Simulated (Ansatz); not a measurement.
# BaLi₂S₂: the change of phonon heat capacity and phonon entropy with temperature

Results calculated with Ansatz 0.2.0, not measured. Harmonic vibrational free energy, entropy and heat capacity at constant volume, per atom, from the force constants of a q mesh, imaginary modes left out; plane waves with PAW datasets, Gamma-centred k mesh.

Structure of every row (space group P-3m1, No. 164):
```
BaLi2S2
1.0
      4.2988     0.0000     0.0000
     -2.1494     3.7228     0.0000
      0.0000     0.0000     7.1330
Ba Li S
1 2 2
Direct
  0.00000 0.00000 0.00000
  0.66667 0.33333 0.61227
  0.33333 0.66667 0.38773
  0.66667 0.33333 0.27159
  0.33333 0.66667 0.72841
```

Settings of every row: functional PBE; dispersion none; spin none; wave cutoff 420 eV; k mesh 6x6x4; occupations fixed; smearing width 0 eV; pressure 0 GPa; phonon method linear response; q mesh 2x2x1.

Limits: coarse q mesh; phonon interpolation lacks quadrupole term; no spin-orbit coupling, which can matter with elements this heavy; the cell comes from a prototype or a list of computed structures and needn't be the stable phase.

| row | temperature (K) | phonon heat capacity (kB/atom) | phonon entropy (kB/atom) | phonon free energy (meV/atom) |
| --- | --- | --- | --- | --- |
| 1 | 200 | 2.464 | 2.535 | 18.6 |
| 2 | 300 | 2.734 | 3.595 | -8.1 |
| 3 | 400 | ? | ? | ? |
| 4 | 500 | 2.898 | 5.039 | -83.4 |
| 5 | 600 | 2.928 | 5.571 | -129.2 |
| 6 | 700 | 2.947 | 6.024 | -179.2 |
| 7 | 800 | 2.959 | 6.418 | -232.8 |
| 8 | 900 | 2.968 | 6.767 | -289.7 |
| 9 | 1000 | 2.974 | 7.08 | -349.3 |

Question: what phonon heat capacity and phonon entropy should row 3 give?

Worked fit of phonon heat capacity. At high temperature a harmonic heat capacity falls short of its limit by a term in 1/T², so take t = (100 K / T)². The shown rows have t = 0.25, 0.11111, 0.04, 0.02778, 0.02041, 0.01562, 0.01235, 0.01. Least squares give phonon heat capacity = 2.9992 − 2.5904 × t + 1.799 × t² kB/atom; a straight line predicts inner rows, each left out in turn, worse (root mean square 0.0099 against 0.0011 kB/atom). The rows lie off it by 0.000, 0.000, 0.000, -0.001, 0.000, 0.000, 0.001, 0.001. The constant, 2.9992 kB/atom, is to be held against the harmonic limit of 3 k_B an atom. The withheld row has t = 0.0625, so the fit gives 2.9992 − 2.5904 × (0.0625) + 1.799 × (0.0625)² = 2.844 kB/atom.

The calculation gave 2.844 kB/atom. The fit meets it to the printed digit.

Worked fit of phonon entropy. Entropy rises as the heat capacity times the change of ln T, so take t = ln(T / 300 K). The shown rows have t = -0.4055, 0, 0.5108, 0.6931, 0.8473, 0.9808, 1.0986, 1.204. Least squares give phonon entropy = 3.6108 + 2.72654 × t + 0.13413 × t² kB/atom; a straight line predicts inner rows, each left out in turn, worse (root mean square 0.033 against 0.011 kB/atom). The rows lie off it by 0.008, -0.016, 0.000, 0.006, 0.007, 0.004, -0.001, -0.008 (root mean square 0.0078 kB/atom), a smooth pattern that one more power would take up: the form is only approximate. The slope at t = 0, 2.73 kB/atom, estimates the heat capacity at 300 K. The withheld row has t = 0.2877, so the fit gives 3.6108 + 2.72654 × (0.2877) + 0.13413 × (0.2877)² = 4.406 kB/atom.

The calculation gave 4.398 kB/atom. The fit lies 0.008 kB/atom (0.18 % of the column's range) above it; its largest miss of a shown row is 0.016 kB/atom.

The other values of row 3: phonon free energy -42.6 meV/atom.
